# Lattice TDDFT: when a prescribed density fixes the potential

## 1. Premises

I take $M$ sites, one orbital per site and spin, a fixed number $N$ of electrons, and

$$\hat H(t)=\hat H_0+\hat V(t),\qquad \hat H_0=\hat T+\hat W,\qquad \hat T=-\sum_{r\neq r',\sigma}T_{rr'}\,c^\dagger_{r\sigma}c_{r'\sigma},\qquad \hat V(t)=\sum_r v_r(t)\,\hat n_r ,$$

with $\hat n_r=\sum_\sigma c^\dagger_{r\sigma}c_{r\sigma}$. The premises are these.

- (P1) The $N$-electron space has finite dimension, so all operators are bounded.
- (P2) $T_{rr'}$ is real, symmetric and constant in time. A bond is a pair with $T_{rr'}\neq0$.
- (P3) $\hat W$ is constant in time and diagonal in the occupation basis (on-site or inter-site density repulsion), so $[\hat W,\hat n_r]=0$.
- (P4) Potentials are real and continuous on $[0,t_1]$. Adding $c(t)$ to all $v_r$ adds $Nc(t)$ to $\hat H$ and changes only a global phase, so I fix the gauge $\sum_r v_r=0$.

Notation: $\rho_{rr'}=\sum_\sigma\langle c^\dagger_{r\sigma}c_{r'\sigma}\rangle$, $\mathbf 1=(1,\dots,1)$, and $\mathbf 1^\perp$ is the space of real site vectors with zero sum. Vector norms are Euclidean and operator norms are spectral. The question: given a normalised $\Psi_0$ and a density $n_r(t)$, is there a $v$ that produces it, and only one? The route through a nonlinear Schrödinger equation is that of Farzanehpour and Tokatly (2012). Unlike the Runge–Gross argument (1984), it needs no Taylor expansion in time.

## 2. Continuity equation

For a time-independent $\hat A$, $\frac{d}{dt}\langle\hat A\rangle=\frac{i}{\hbar}\langle[\hat H,\hat A]\rangle$. The operator $c^\dagger_{a\sigma}c_{b\sigma}$ moves an electron from $b$ to $a$, so $[\hat n_r,c^\dagger_{a\sigma}c_{b\sigma}]=(\delta_{ra}-\delta_{rb})\,c^\dagger_{a\sigma}c_{b\sigma}$. By (P3) only $\hat T$ fails to commute with $\hat n_r$:

$$[\hat H,\hat n_r]=[\hat T,\hat n_r]=\sum_{r',\sigma}T_{rr'}\left(c^\dagger_{r\sigma}c_{r'\sigma}-c^\dagger_{r'\sigma}c_{r\sigma}\right).\tag{1}$$

The expectation value of the bracket, summed over spin, is $\rho_{rr'}-\rho^*_{rr'}=2i\,\mathrm{Im}\rho_{rr'}$, hence

$$\hbar\,\dot n_r=-2\sum_{r'}T_{rr'}\,\mathrm{Im}\,\rho_{rr'}.\tag{2}$$

The potential does not appear in (2). So $\Psi_0$ alone fixes both $n_r(0)$ and $\dot n_r(0)$. The Cauchy–Schwarz inequality gives $|\rho_{rr'}|\le\sqrt{n_rn_{r'}}$, and therefore

$$\hbar|\dot n_r|\le2\sum_{r'}|T_{rr'}|\sqrt{n_rn_{r'}}.\tag{3}$$

A density that violates (3) comes from no potential at all. An existence theorem on a lattice cannot be unconditional.

## 3. Force-balance equation

The operator (1) is time-independent and $\Psi(t)$ is continuously differentiable by (P4), so I differentiate once more: $\hbar^2\ddot n_r=-\langle[\hat H,[\hat T,\hat n_r]]\rangle$. The commutator above, summed with $v_r$, gives $[\hat V,c^\dagger_{a\sigma}c_{b\sigma}]=(v_a-v_b)\,c^\dagger_{a\sigma}c_{b\sigma}$. Applied to the two terms of (1):

$$[\hat V,[\hat T,\hat n_r]]=\sum_{r'}(v_r-v_{r'})\,\hat k_{rr'},\qquad \hat k_{rr'}=T_{rr'}\sum_\sigma\left(c^\dagger_{r\sigma}c_{r'\sigma}+c^\dagger_{r'\sigma}c_{r\sigma}\right).\tag{4}$$

With $k_{rr'}=\langle\hat k_{rr'}\rangle=2T_{rr'}\mathrm{Re}\rho_{rr'}$ and $\hat q_r=-[\hat H_0,[\hat T,\hat n_r]]$, $q_r=\langle\hat q_r\rangle$,

$$\hbar^2\ddot n_r=q_r+\sum_{r'}k_{rr'}\,(v_{r'}-v_r).\tag{5}$$

$\hat q_r$ is Hermitian, being minus a double commutator of Hermitian operators, so $q_r$ is real. Also $\sum_r\hat q_r=0$ because $[\hat T,\hat N]=0$. The sign in (5) is sensible: on a bonding link ($k>0$) a raised neighbour pushes electrons onto $r$. $-k_{rr'}$ is the kinetic energy of the bond, $\langle\hat T\rangle=-\sum_{\rm bonds}k_{rr'}$.

Define $K_{rr'}=\delta_{rr'}\sum_s k_{rs}-k_{rr'}$ with $k_{rr}=0$. Then (5) reads

$$K[\Psi]\,v=q[\Psi]-\hbar^2\ddot n.\tag{6}$$

$K$ is a weighted graph Laplacian: real, symmetric, $K\mathbf 1=0$, and for any real $u$

$$u^TKu=\sum_{\rm bonds}k_{rr'}(u_r-u_{r'})^2,\tag{7}$$

which follows by symmetrising $\sum_{rr'}k_{rr'}u_r(u_r-u_{r'})$ in $r\leftrightarrow r'$. The weights depend on the state and can have either sign. $K$ maps $\mathbf 1^\perp$ into itself. Let $\kappa[\Psi]$ be the smallest modulus among its $M-1$ eigenvalues there. Rank $M-1$ means $\kappa>0$. In that case $K^+$ denotes the inverse on $\mathbf 1^\perp$.

## 4. The theorem

**Theorem.** Let (P1)–(P4) hold. Let $n\in C^2[0,t_1]$ with $\sum_r n_r=N$, let $n(0)$ and $\dot n(0)$ equal the values that $\Psi_0$ gives through $\langle\hat n_r\rangle$ and (2), and let $\kappa[\Psi_0]>0$. Then there is $t^*\in(0,t_1]$ such that on $[0,t^*)$ exactly one continuous potential with $\sum_rv_r=0$ evolves $\Psi_0$ to states of density $n(t)$. Either the solution reaches $t_1$, or $\kappa[\Psi(t)]\to0$ as $t\to t^*$.

**Step 1: eliminate $v$.** The right side of (6) lies in $\mathbf 1^\perp$, since $\sum q_r=0$ and $\sum\ddot n_r=0$. Where $\kappa>0$, (6) has the single gauge-fixed solution $v[\Psi,t]=K^+[\Psi]\,(q[\Psi]-\hbar^2\ddot n(t))$. I insert it in the Schrödinger equation:

$$i\hbar\dot\Psi=\Big(\hat H_0+\sum_r v_r[\Psi,t]\,\hat n_r\Big)\Psi,\qquad\Psi(0)=\Psi_0.\tag{8}$$

This is an ordinary differential equation $\dot\Psi=G(\Psi,t)$ for the real and imaginary parts of the amplitudes. $K$ and $q$ are read as quadratic forms, defined also for unnormalised $\Psi$.

**Step 2: Lipschitz bound.** Take the closed ball $\|\Psi-\Psi_0\|\le b$ with $b\le1$, so that $\|\Psi\|\le2$. For $\Psi,\Phi$ in the ball and $\delta=\|\Psi-\Phi\|$, the identity $\langle\Psi|\hat A\Psi\rangle-\langle\Phi|\hat A\Phi\rangle=\langle\Psi-\Phi|\hat A\Psi\rangle+\langle\Phi|\hat A(\Psi-\Phi)\rangle$ bounds the change of any expectation value by $4\|\hat A\|\delta$. The norm of a symmetric matrix does not exceed its largest absolute row sum, which for a Laplacian is at most twice the largest sum of absolute weights at a site. Hence

$$\|K[\Psi]-K[\Phi]\|\le L_K\delta,\quad L_K=8\max_r\sum_{r'}\|\hat k_{rr'}\|,\qquad \|q[\Psi]-q[\Phi]\|\le L_q\delta,\quad L_q=4\Big(\sum_r\|\hat q_r\|^2\Big)^{1/2},$$

and $\|q[\Psi]\|\le L_q$ because $\|\Psi\|^2\le4$. Write $\kappa_0=\kappa[\Psi_0]$ and choose $b=\min(1,\kappa_0/2L_K)$. Weyl's inequality says that no eigenvalue of a symmetric matrix moves by more than the norm of the perturbation, here at most $\kappa_0/2$. So $\kappa\ge\kappa_0/2$ and $\|K^+\|\le2/\kappa_0$ in the whole ball. With $A=\max_t\|\ddot n\|$,

$$\|v\|\le v_{\max}=\frac{2}{\kappa_0}(L_q+\hbar^2A).$$

Subtracting (6) for the two states gives $K[\Psi](v[\Psi]-v[\Phi])=q[\Psi]-q[\Phi]-(K[\Psi]-K[\Phi])\,v[\Phi]$, so

$$\|v[\Psi]-v[\Phi]\|\le L_v\delta,\qquad L_v=\frac{2}{\kappa_0}(L_q+L_Kv_{\max}).$$

The eigenvalues of $\sum_ru_r\hat n_r$ are sums of $N$ components of $u$, so its norm is at most $N\|u\|$. Splitting $\hat V[\Psi]\Psi-\hat V[\Phi]\Phi=\hat V[\Psi](\Psi-\Phi)+(\hat V[\Psi]-\hat V[\Phi])\Phi$,

$$\|G\|\le B=\frac{2}{\hbar}\left(\|\hat H_0\|+Nv_{\max}\right),\qquad\|G(\Psi,t)-G(\Phi,t)\|\le L\delta,\quad L=\frac{1}{\hbar}\left(\|\hat H_0\|+Nv_{\max}+2NL_v\right).$$

$G$ is continuous in $t$ because $\ddot n$ is.

**Step 3: local solution of (8).** Choose $\tau\le b/B$, $\tau<1/L$. On continuous paths in the ball over $[0,\tau]$ the map $(\mathcal P\Psi)(t)=\Psi_0+\int_0^tG(\Psi(s),s)\,ds$ stays in the ball, since $B\tau\le b$, and contracts the supremum distance by $L\tau<1$. It has one fixed point, which is the solution (Picard–Lindelöf). No solution can leave the ball before $\tau$, as its speed inside is at most $B$, so the solution is unique outright. Because $v$ is real, the operator in (8) is Hermitian at each time and $\|\Psi(t)\|=1$. The initial state enters $\tau$ only through $\kappa_0$.

**Step 4: the solution has the right density.** Set $v(t)=v[\Psi(t),t]$, a continuous function. $\Psi(t)$ solves the linear Schrödinger equation with this potential, so its density $m(t)$ obeys (5): $\hbar^2\ddot m=q-KK^+(q-\hbar^2\ddot n)=\hbar^2\ddot n$. So $m-n$ is linear in $t$, and its value and slope vanish at $t=0$ by hypothesis. Thus $m=n$. This is existence.

**Step 5: uniqueness.** Let $v'$ be any continuous gauge-fixed potential that yields $n$, with state $\Psi'$. It satisfies (6) with $K[\Psi']$. While $\kappa[\Psi']>0$ this forces $v'=v[\Psi',t]$, so $\Psi'$ solves (8). Let $s$ be the supremum of the times up to which $\Psi'=\Psi$, and suppose $s$ lies inside the interval on which $\Psi$ exists with $\kappa>0$. By continuity $\Psi'(s)=\Psi(s)$ and $\kappa[\Psi']>0$ just after $s$. Step 3, restarted at $s$, makes the two agree beyond $s$, a contradiction. Equal states give equal potentials by Step 1.

**Step 6: continuation.** Patch local solutions to the maximal interval $[0,t^*)$ with $\kappa>0$. Suppose $\kappa[\Psi(t_j)]\ge\bar\kappa>0$ along some $t_j\to t^*$. Each restart at $t_j$ lasts a time $\tau(\bar\kappa)$ independent of $j$, or up to $t_1$, so the solution passes $t^*$ or reaches $t_1$. If it does neither, $\kappa\to0$. $\blacksquare$

Nothing in the proof uses the form of $\hat W$ beyond (P3). With $\hat W=0$ and a determinant $\Phi_0$ that has the same $n(0)$, $\dot n(0)$ and $\kappa[\Phi_0]>0$, the theorem gives the Kohn–Sham potential $v_s$.

## 5. The rank condition for a ground state

Let $\Psi_0$ be a ground state of $\hat H=\hat H_0+\sum_rv^0_r\hat n_r$ with energy $E_0$, and let $\hat u=\sum_ru_r\hat n_r$ for real $u$. Contracting (4) with $u_r$, with $u$ in place of $v$, gives $u^TKu=\langle[\hat u,[\hat T,\hat u]]\rangle=\langle[\hat u,[\hat H,\hat u]]\rangle$. The double commutator is $2\hat u\hat H\hat u-\hat u^2\hat H-\hat H\hat u^2$. In the eigenstate $\Psi_0$ the last two terms give $-2E_0\langle\hat u^2\rangle$. Inserting eigenstates $\Psi_n$ with excitation energies $\Omega_n=E_n-E_0\ge0$,

$$u^TKu=2\langle\hat u\Psi_0|(\hat H-E_0)|\hat u\Psi_0\rangle=2\sum_n\Omega_n|\langle\Psi_n|\hat u|\Psi_0\rangle|^2\ge0.\tag{9}$$

This is the lattice f-sum rule. It shows that $K$ is positive semidefinite, and that $u$ is a null vector exactly when $\hat u\Psi_0$ lies in the ground eigenspace. It does not by itself exclude a non-constant null vector, and connectedness of the lattice does not either (section 6). What can be proved is the following.

**(a) Non-degenerate ground state.** $u$ is null if and only if $\hat u\Psi_0=\lambda\Psi_0$. Expand $\Psi_0=\sum_\alpha C_\alpha|\alpha\rangle$ in occupation states with site occupations $\nu^\alpha_r$. $\hat u$ is diagonal there, so the condition is $u\cdot\nu^\alpha=\lambda$ for every $\alpha$ with $C_\alpha\neq0$, that is, $u$ orthogonal to all differences $\nu^\alpha-\nu^\beta$ within the support. These differences lie in $\mathbf 1^\perp$. So $K$ has rank $M-1$ if and only if they span $\mathbf 1^\perp$. Quantitatively, (9) gives $u^TKu\ge2\Omega_1\,(\langle\hat u^2\rangle-\langle\hat u\rangle^2)$, with $\Omega_1$ the gap.

**(b) Sign-free case.** Suppose that within a sector of fixed $N_\uparrow,N_\downarrow$ the signs of the $|\alpha\rangle$ can be chosen so that all off-diagonal $H_{\alpha\beta}\le0$, and that every configuration is reached from every other by hops. $H$ is real, so take a real normalised ground state $C$. Replacing $C_\alpha$ by $|C_\alpha|$ cannot raise $\sum C_\alpha H_{\alpha\beta}C_\beta$, so $|C|$ is a ground state too. If $C_\alpha=0$, row $\alpha$ of the eigenvalue equation reads $\sum_\beta H_{\alpha\beta}|C_\beta|=0$, a sum of non-positive terms, so all neighbours of $\alpha$ vanish and then all of $C$. Hence no amplitude of any ground state vanishes. Two independent ground states could be combined to cancel one amplitude, so the ground state is unique, and $C=\pm|C|$. Then $k_{rr'}=\sum|H_{\alpha\beta}|C_\alpha C_\beta$ over the pairs linked by a hop on that bond. If at least one spin species is neither empty nor full, each bond has such a pair and $k_{rr'}>0$. By (7), $u^TKu=0$ forces $u_r=u_{r'}$ on every bond, and on a connected lattice $u\propto\mathbf 1$. The rank is $M-1$.

With $T_{rr'}\ge0$ and basis states ordered with all up operators before all down ones, the hypotheses hold for $N_\sigma\le1$ on any connected lattice, since a hop passes no electron of the same spin. On a ring with nearest-neighbour hopping the hop across the closing bond passes $N_\sigma-1$ electrons, so they hold if each $N_\sigma$ is odd, zero or full. On the four-site ring this leaves out only $N_\sigma=2$, where (a) or a direct evaluation of $K$ is needed.

**(c) Thermal state.** $K$ and $q$ are linear in the statistical operator, and Steps 1–6 carry over to the von Neumann equation of a closed system. For canonical weights $p_m$ of $\hat H$ the same expansion gives $u^TKu=\sum_{mn}(p_m-p_n)(E_n-E_m)|u_{mn}|^2$. Every term with $E_m\ne E_n$ has a positive coefficient, so the sum vanishes only if $[\hat T,\hat u]=0$. That commutator is a sum of hops with coefficients $T_{rr'}(u_r-u_{r'})$, and different hops lead from a given configuration to different ones. For $0<N<2M$ on a connected lattice the rank is therefore always $M-1$ at non-zero temperature.

## 6. A connected plaquette whose ground state fails

Number the dots 1–4 around the square. Take side hopping $T>0$, diagonal hopping $T'>0$ on 1–3 and 2–4, $v_1=v_3=0$, $v_2=v_4=-\Delta$ with $\Delta>0$ (gauge left free), and three electrons of the same spin, for which on-site repulsion is inactive. The ground state of this sector leaves the highest orbital empty. The orbital $\varphi=(1,0,-1,0)/\sqrt2$ is an eigenvector with energy $+T'$ for any $v_2,v_4$, because the two hops onto site 2 (or 4) cancel. The orbital $(0,1,0,-1)/\sqrt2$ lies lower, at $T'-\Delta$. The even combinations $(1,0,1,0)/\sqrt2$ and $(0,1,0,1)/\sqrt2$ have energies $-T'$ and $-\Delta-T'$ and coupling $-2T$. Both roots of this block lie below $T'$ when $T'$ minus the block is positive definite:

$$T'(2T'+\Delta)>2T^2 .$$

For $T'=0.2\,T$ the threshold is $\Delta=9.6\,T$. At $\Delta=15\,T$ the upper even root is $0.062\,T$, so the hole sits in $\varphi$ and the ground state is non-degenerate with gap $0.138\,T$. Then $\rho_{rr'}=\delta_{rr'}-\varphi_r\varphi_{r'}$, whose only off-diagonal entry is $\rho_{13}=1/2$. $K$ has the single weight $k_{13}=T'$ and rank 1. The failure is real: the state stays stationary up to a phase for arbitrary $v_2(t)$, $v_4(t)$, so infinitely many potentials give the same constant density from the same ground state. In the terms of (a), the support holds two configurations and their one difference cannot span three dimensions.

## 7. Range of validity

- The result is local in time. It ends only where $K$ loses rank, and the guaranteed step $\tau$ shrinks as $\kappa\to0$. Near such a point $v$ grows like $1/\kappa$ unless the component of $q-\hbar^2\ddot n$ along the soft eigenvector vanishes as well.
- The density must be $C^2$ and compatible with $\Psi_0$ in value and slope. $\ddot n(0)$ is free. For a ground state of $v^0$, stationarity gives $q=Kv^0$, so $v(0)=v^0-\hbar^2K^+\ddot n(0)$: a non-zero $\ddot n(0)$ means a sudden switch at $t=0$.
- For pure ground states the rank condition needs (a) or (b). Connectedness is necessary (a constant on one component is a null vector) but not sufficient. For a degenerate level the criterion is that no non-constant $u$ keeps $\hat u\Psi_0$ in the ground eigenspace. Away from ground states $K$ may be indefinite, which the proof allows.
- The interacting and the Kohn–Sham problem have different $K$ and in general different $t^*$.
- A static magnetic flux makes $T_{rr'}$ complex Hermitian. Sections 2–4 and (9) hold with $k_{rr'}=2\,\mathrm{Re}(T_{rr'}\rho_{rr'})$, but (b) does not.
- The constants contain $\|\hat H_0\|$ and $1/\kappa_0$, which are not uniform as the lattice is refined or enlarged. Nothing follows for the continuum. Coupling to leads or baths, and gates that change $T_{rr'}$ along with $v_r$, lie outside the premises.

## 8. Illustration: two electrons on a square of four dots

**Model.** Side hopping $T=0.10$ meV, no diagonal hopping, on-site repulsion $U=2.1$ meV, so $U=21\,T$. These are typical magnitudes for gate-defined dots, with the ratio chosen to make the arithmetic rational. The time unit is $\hbar/T=6.582$ ps. One up and one down electron, $v^0=0$, amplitudes $\psi(r_\uparrow,r_\downarrow)$, 16 configurations. Case (b) applies.

**Ground state.** It is unique and positive, hence invariant under the symmetries of the square and under spin exchange. Let the amplitude be $d$ on the 4 doubly occupied configurations, $a$ on the 8 adjacent ones and $g$ on the 4 diagonal ones. Each doubly occupied or diagonal configuration hops to four adjacent ones, and each adjacent one to two of each other kind:

$$Ed=Ud-4Ta,\qquad Ea=-2T(d+g),\qquad Eg=-4Ta .$$

The positive solution is $(d,a,g)=(1,6,8)/\sqrt{548}$ with $E_0=-3T$. It is symmetric in space, so a singlet, with $n_r=1/2$. The lowest excited level is the triplet built from the one-electron levels $-2T$ and $0$, at $-2T$, sixfold with spin. The gap $T$ corresponds to 1.16 K, and at 0.1 K the triplet weight is $6e^{-T/k_B\Theta}=5.5\times10^{-5}$ ($\Theta$ the temperature), so the pure state is a fair starting point.

**The matrix $K$.** $\rho_{12}=2\sum_s\psi(1,s)\psi(2,s)=2(6+6+48+48)/548=54/137$, so on each side

$$k=\tfrac{108}{137}\,T=78.83\ \mu\text{eV}.$$

$K$ is $k$ times the Laplacian of the four-ring, with eigenvalues $0$, $2k$ (twice) and $4k$: $157.7$ and $315.3\ \mu$eV. The rank is 3 and $\kappa_0=157.7\ \mu$eV.

**Sum rule.** For $u=(1,-1,1,-1)$, (7) gives $16k=\frac{1728}{137}T$. $\hat u$ has eigenvalue $\pm2$ on doubly occupied and diagonal configurations and 0 on adjacent ones. So $\hat u\Psi_0$ is a combination of $|1\rangle=\frac12(|13\rangle+|31\rangle-|24\rangle-|42\rangle)$ and $|2\rangle=\frac12(|11\rangle-|22\rangle+|33\rangle-|44\rangle)$. Their hops onto each adjacent configuration cancel, so they are eigenstates with energies $0$ and $U$: $\Omega_1'=3T$, $\Omega_2'=24T$. The squared matrix elements are $f_1=32^2/548=256/137$ and $f_2=4^2/548=4/137$. Then $2\Omega'_1f_1+2\Omega'_2f_2=(1536+192)\,T/137$, which is $16k$, as (9) demands.

**Target density.** $n_1=n_3=(1+x)/2$, $n_2=n_4=(1-x)/2$, with $x=\frac X2(1-\cos\omega t)$, $X=0.1$, $\hbar\omega=2T=0.20$ meV. It has $x(0)=\dot x(0)=0$, compatible with the real $\Psi_0$. The rotation by $\pi$ and the two diagonal reflections leave $\Psi_0$ and $n(t)$ unchanged, so by uniqueness they leave $v$ and, through (8), $\Psi(t)$ unchanged. Thus $v=\frac w2(1,-1,1,-1)$, all four $k$ are equal, $x=\langle\hat u\rangle/2$, and (5) for site 1 becomes

$$\hbar^2\ddot x=2q_1-4kw.\tag{10}$$

At $t=0$, $q=0$ and $\hbar^2\ddot x=0.2\,T^2$, so exactly $w(0)=-0.05\,T\cdot\frac{137}{108}=-6.34\ \mu$eV.

**Kohn–Sham system, exactly.** Both electrons occupy one orbital, initially uniform. It stays in the span of $(1,0,1,0)/\sqrt2$ and $(0,1,0,1)/\sqrt2$, where $h=-2T\sigma_x+\frac{w_s}2\sigma_z$, $x=\langle\sigma_z\rangle$ and $k_s=T\langle\sigma_x\rangle$. The commutators give

$$\hbar\dot x=-4T\langle\sigma_y\rangle,\qquad\hbar\tfrac{d}{dt}\langle\sigma_y\rangle=4Tx+w_s\langle\sigma_x\rangle,\qquad\hbar\tfrac{d}{dt}\langle\sigma_x\rangle=-w_s\langle\sigma_y\rangle .$$

The first two yield (10) with $2q_1=-16T^2x$. The Bloch vector has unit length and $k_s(0)=T>0$, so

$$w_s=-\frac{\hbar^2\ddot x+16T^2x}{4k_s},\qquad k_s=\sqrt{T^2(1-x^2)-\hbar^2\dot x^2/16}.\tag{11}$$

Here the end point $t^*$ is explicit: $k_s=0$ is $\hbar|\dot x|=4T\sqrt{1-x^2}$, the bound (3) saturated. The target has $\hbar|\dot x|\le0.1\,T$ and stays far from it, so $w_s$ exists for all times. The equations also show what can happen at $k_s=0$. They are invariant under $(\langle\sigma_x\rangle,w_s)\to(-\langle\sigma_x\rangle,-w_s)$. If both vanish at one instant, both signs continue the same density with a continuous potential, and uniqueness is lost.

**Interacting system, to first order in $x$.** From here $T=\hbar=1$. Write $\Psi=e^{-iE_0t}(\Psi_0+c_1|1\rangle+c_2|2\rangle)$. To first order $i\dot c_n=\Omega'_nc_n+\frac w2\sqrt{f_n}$, with $c_n(0)=0$. Separating real and imaginary parts, $y_n=2\sqrt{f_n}\,\mathrm{Re}\,c_n$ obeys $\ddot y_n=-\Omega_n'^2y_n-\Omega'_nf_nw$, and $y_1+y_2=2x$. Since $\Omega'_1f_1=8\,\Omega'_2f_2$, the combination $\eta=y_1-8y_2$ does not feel $w$. With $y_1=(16x+\eta)/9$ and $y_2=(2x-\eta)/9$,

$$\ddot\eta=-9y_1+4608\,y_2=1008\,x-513\,\eta,\qquad 2\ddot x=-9y_1-576\,y_2-8kw=-144\,x+63\,\eta-8kw .$$

This is (8) linearised: the potential is eliminated, and the degree of freedom that the density does not fix evolves with the density as source. Its frequency is $\Omega_*=\sqrt{513}=22.65$, that is $2.265$ meV, period $1.83$ ps. With $\eta(0)=\dot\eta(0)=0$,

$$\eta=\frac{1008X}{2}\left[\frac{1-\cos\Omega_*t}{513}-\frac{\cos2t-\cos\Omega_*t}{509}\right],\qquad w=-\frac{137}{432}\left(\ddot x+72x-\frac{63}{2}\eta\right).$$

Using $\ddot x+72x=\frac X2(72-68\cos2t)$ and $\frac{63}2\cdot1008=31752$, and restoring units,

$$w(t)=-\left[16.0-8.9\cos\omega t-0.8\cos(\Omega_*t/\hbar)\right]\mu\text{eV}.$$

Evaluated with unrounded coefficients at $t=0$ it returns the exact $w(0)$.

**Size of the neglected terms.** A quarter rotation sends $(x,w)\to(-x,-w)$, so the corrections to $w$ are cubic. I gauge them statically. The linear static relation is $x=-\frac w2\sum_nf_n/\Omega'_n=-\frac{171}{548}w$. Exactly, $\frac w2\hat u$ couples $|1\rangle$ and $|2\rangle$ to the symmetric diagonal and doubly occupied states with strength $w$, and eliminating all amplitudes but $a$ gives, for $\epsilon=-E$,

$$\epsilon=\frac{8(21+\epsilon)}{(21+\epsilon)^2-w^2}+\frac{8\epsilon}{\epsilon^2-w^2},\qquad x=\frac{dE}{dw}.$$

At $w=-0.32$ this gives $x=0.0994$ against the linear $0.0999$, a relative difference of $0.4\,\%$. On the largest $|w|$ in the table that is about $0.1\ \mu$eV. It is an estimate for the driven case, not a bound, so the interacting entries at $t>0$ are uncertain in their last digit. The $\Omega_*$ term of $0.8\ \mu$eV lies above that level.

| $t$ (ps) | $x$ | $w$ ($\mu$eV) | $w_s$ ($\mu$eV) | $w_s-w$ ($\mu$eV) |
|---|---|---|---|---|
| 0 | 0 | $-6.34$ | $-5.00$ | $+1.34$ |
| 5.17 | 0.05 | $-15.6$ | $-20.0$ | $-4.4$ |
| 10.34 | 0.10 | $-25.3$ | $-35.2$ | $-9.8$ |

The last column, formed before rounding, is the Hartree-exchange-correlation potential difference between the sublattices. At $t=0$ the density is uniform and any functional of the instantaneous density gives zero by symmetry, while the exact value is $+1.34\ \mu$eV. It comes from $k<k_s$: repulsion lowers the bond coherence, so the same $\ddot n$ costs a larger potential. Later the sign is reversed, because the static staggered response $171/548=0.312$ of the interacting pair exceeds the Kohn–Sham value $1/4$ from (11).

**What the model leaves out.** Inter-dot repulsion is not small. For a typical pitch of 100 nm and a relative permittivity of approximately 12.9 (GaAs), the unscreened point-charge energies are $1.12$ meV along a side and $0.79$ meV along a diagonal. Their difference, $0.33$ meV, exceeds $3T$, and although metal gates screen it, it would change every number above. It is diagonal in the occupations, so (P3) and case (b) survive: all amplitudes stay positive, every side has $k>0$, the rank stays 3, and the theorem applies unchanged.